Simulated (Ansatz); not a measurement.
## BH3Br− (SMILES [BH3-]Br): where methods fail along a bond

BH3Br−: 5 atoms, total charge -1, spin state singlet. As SMILES, `[BH3-]Br`. Geometry: relaxed at GFN2-xTB.

```xyz
5

B     0.1055   -0.0473    0.1457
Br   -1.0442    0.4678   -1.4413
H     1.2341   -0.2172   -0.2603
H    -0.3525   -1.0667    0.6130
H     0.0571    0.8634    0.9429
```

The B1–H5 distance is scanned; the parts on either side stay rigid. Basis STO-3G, 10 core orbitals frozen in the correlated methods; program Ansatz 0.2.0. FCI is exact within this basis and core. Energies in eV from each method's value at 1.211 Å; methods without a U are spin-restricted. The set has no diffuse functions, which an anion needs. The shape above is that at 1.211 Å.

```
distance (Å)  SVWN5  BHLYP  HSE06  CCSD  CCSDT   FCI
       1.211   0.00   0.00   0.00  0.00   0.00  0.00
       1.514   0.96   1.09   1.00  0.91   0.90  0.90
       1.817   2.42   2.74   2.55  2.39   2.37  2.37
       2.423   4.96   5.68   5.26  4.82   4.75  4.76
       3.028   6.42   7.46   6.84  5.86   5.73  5.74
```

Departure from the FCI curve at its largest: SVWN5 +0.68 eV at 3.03 Å; BHLYP +1.71 eV at 3.03 Å; HSE06 +1.10 eV at 3.03 Å; CCSD +0.11 eV at 3.03 Å; CCSDT -0.01 eV at 3.03 Å. Restricted functionals keep the electrons paired too, and rise too high.

Stretching the B–H bond brings its σ and σ* orbitals towards degeneracy, so a single closed-shell determinant becomes a poor reference. It retains too much ionic character where the electrons should separate, one on hydrogen and one on boron. The functionals' errors therefore grow with distance, and at every stretched point SVWN5 lies lowest, HSE06 next and BHLYP highest. This order probably reflects their exact exchange: local exchange partly mimics the missing left-right correlation, whereas exact exchange does not.

CCSD recovers most of this correlation but still ends 0.11 eV too high. Connected triples remove nearly all of that error, as expected when essentially one electron pair is being broken.

Even the FCI rise of 5.74 eV exceeds a typical B–H bond strength, probably because the minimal basis, with exponents suited to molecules, describes the separating hydrogen atom and radical anion poorly. The FCI curve is also still climbing at the last point, so the scan ranks the methods but gives no dissociation energy.
